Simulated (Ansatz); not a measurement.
Sn: energy along a strain

Sn, Fd-3m, a = 6.491 Å (as given, not relaxed at this level: 1.0 GPa). Ansatz: PBEsol, PAW, 420 eV, Γ-centred 12×12×12 mesh on 2 atoms, Gaussian smearing 0.15 eV; no spin polarisation. Cell vectors (Å): 0.000 3.246 3.246; 3.246 0.000 3.246; 3.246 3.246 0.000. The cell is strained by x per cent times the pattern (1 -1 0 0 0 0) in the order xx yy zz yz xz xy (engineering shears), with fractional coordinates held. y is the free energy over the start, V0 = 34.189 Å³/atom. Symmetry makes y even in x. Points with a strain past 8.5 % were computed too (2) and aren't used here.

```
x (%) y (meV/atom)
-5.00         16.44
 0.00          0.00
 1.25          1.03
 2.50          4.13
 3.75          9.28
 6.25         25.54
 7.50             ?
```

Question: Fit y = c2 x² + c4 x⁴ to the other rows, get the stiffness along the pattern, and predict the missing energy.

Answer: Least squares on the rows shown. y = 0.66347 x² − 0.00024535 x⁴. The clamped-ion stiffness p·C·p = 2 × 6.635 eV × 160.2 / 34.189 Å³ = 62 GPa (second derivative at the start, which stands under stress). At x = 7.50 the fit asked for gives 36.54 meV/atom. The run gave 36.48 meV/atom, so the fit is 0.06 meV/atom too high, a small miss on the scale of the series.

The energy rises almost purely quadratically, and the small negative quartic term signals only slight softening at larger strain. For this pattern the stiffness of 62 GPa equals 2(C11 − C12), so it measures resistance to tetragonal-type shear. In the diamond structure such a strain leaves all bond lengths unchanged to first order and acts mainly on the bond angles. The modest stiffness therefore reflects the weak angular rigidity of the sp³ network in grey tin, where diffuse valence orbitals and a reluctant s electron make directional bonding much weaker than in silicon or germanium.

Holding the fractional coordinates costs nothing here: the site symmetry that survives the strain forbids any internal displacement, so the clamped-ion and relaxed-ion values coincide. The positive curvature shows resistance to this homogeneous shear, not stability against other distortions. Nor does the curve map the route to white tin, since a uniaxial tetragonal strain shares the same harmonic stiffness but also admits odd terms, which are absent by symmetry here.
